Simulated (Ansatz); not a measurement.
# LaPt3: pressure and energy above lowest point against volume scale

All results are calculated (Ansatz 0.2.0). Free energy against uniform scaling of the volume at fixed shape and fractions; periodic cell, basis, potentials, k mesh and filling as listed.

The cell before it is scaled or strained (space group Pm-3m, No. 221):
```
LaPt3
1.0
      4.0880     0.0000     0.0000
      0.0000     4.0880     0.0000
      0.0000     0.0000     4.0880
La Pt
1 3
Direct
  0.00000 0.00000 0.00000
  0.00000 0.50000 0.50000
  0.50000 0.00000 0.50000
  0.50000 0.50000 0.00000
```

Settings of every row: functional LDA; dispersion none; potentials PAW; wave cutoff 500 eV; density cutoff 2000 eV; k mesh 6x6x6; k shift 0x0x0; occupations fermi dirac; smearing width 0.15 eV; spin none.

Limits: coarse k mesh, up to 40 meV an atom off; no spin-orbit coupling, which can matter with elements this heavy.

| row | volume scale | V (Å³/atom) | pressure (GPa) | energy above lowest point (meV/atom) |
| --- | --- | --- | --- | --- |
| 1 | 0.9406 | 16.065 | 22.98 | 106.8 |
| 2 | 0.9703 | 16.572 | ? | ? |
| 3 | 1 | 17.079 | 7.36 | 13.6 |
| 4 | 1.0297 | 17.587 | 1.37 | 0 |
| 5 | 1.0594 | 18.094 | -3.66 | 3.9 |

Question: what pressure and energy above lowest point should row 2 give?

Worked fit of pressure. Take u = (V_r/V)^(2/3) − 1 with V_r = 17.333 Å³ an atom, which is twice the finite (Eulerian) strain; such expansions in the strain, on which the Birch-Murnaghan equation of state is built, carry the rest volume and the bulk modulus. The shown rows have u = 0.05195, 0.00989, -0.00965, -0.02824. Least squares give pressure = 4.228 + 307.89 × u + 1020.8 × u² GPa; a straight line predicts inner rows, each left out in turn, worse (root mean square 1 against 0.037 GPa). The rows lie off it by 0.00, -0.01, 0.02, -0.01. The pressure vanishes at u = -0.0144, or V = 17.71 Å³ an atom, and there the bulk modulus at fixed shape and fractions is B = −V dP/dV = (2/3)(1 + u) dP/du = 183 GPa. The withheld row has u = 0.03038, so the fit gives 4.228 + 307.89 × (0.03038) + 1020.8 × (0.03038)² = 14.52 GPa.

The calculation gave 14.49 GPa. The fit lies 0.03 GPa (0.11 % of the column's range) above it; its largest miss of a shown row is 0.02 GPa.

Worked fit of energy above lowest point. Take u = (V_r/V)^(2/3) − 1 with V_r = 17.333 Å³ an atom, which is twice the finite (Eulerian) strain; such expansions in the strain, on which the Birch-Murnaghan equation of state is built, carry the rest volume and the bulk modulus. The shown rows have u = 0.05195, 0.00989, -0.00965, -0.02824. Least squares give energy above lowest point = 4.36 + 703.6 × u + 24407 × u² meV/atom; a straight line predicts inner rows, each left out in turn, worse (root mean square 24 against 0.31 meV/atom). The rows lie off it by 0.0, -0.1, 0.2, -0.1. Its lowest point lies at u = -0.0144, or V = 17.71 Å³ an atom, and the curvature there gives the bulk modulus at fixed shape and fractions, B = (4/9)(1 + u)² E″(u)/V = 191 GPa. The withheld row has u = 0.03038, so the fit gives 4.36 + 703.6 × (0.03038) + 24407 × (0.03038)² = 48.3 meV/atom.

The calculation gave 47.8 meV/atom. The fit lies 0.5 meV/atom (1 % of the value, 0.47 % of the column's range) above it; its largest miss of a shown row is 0.2 meV/atom.
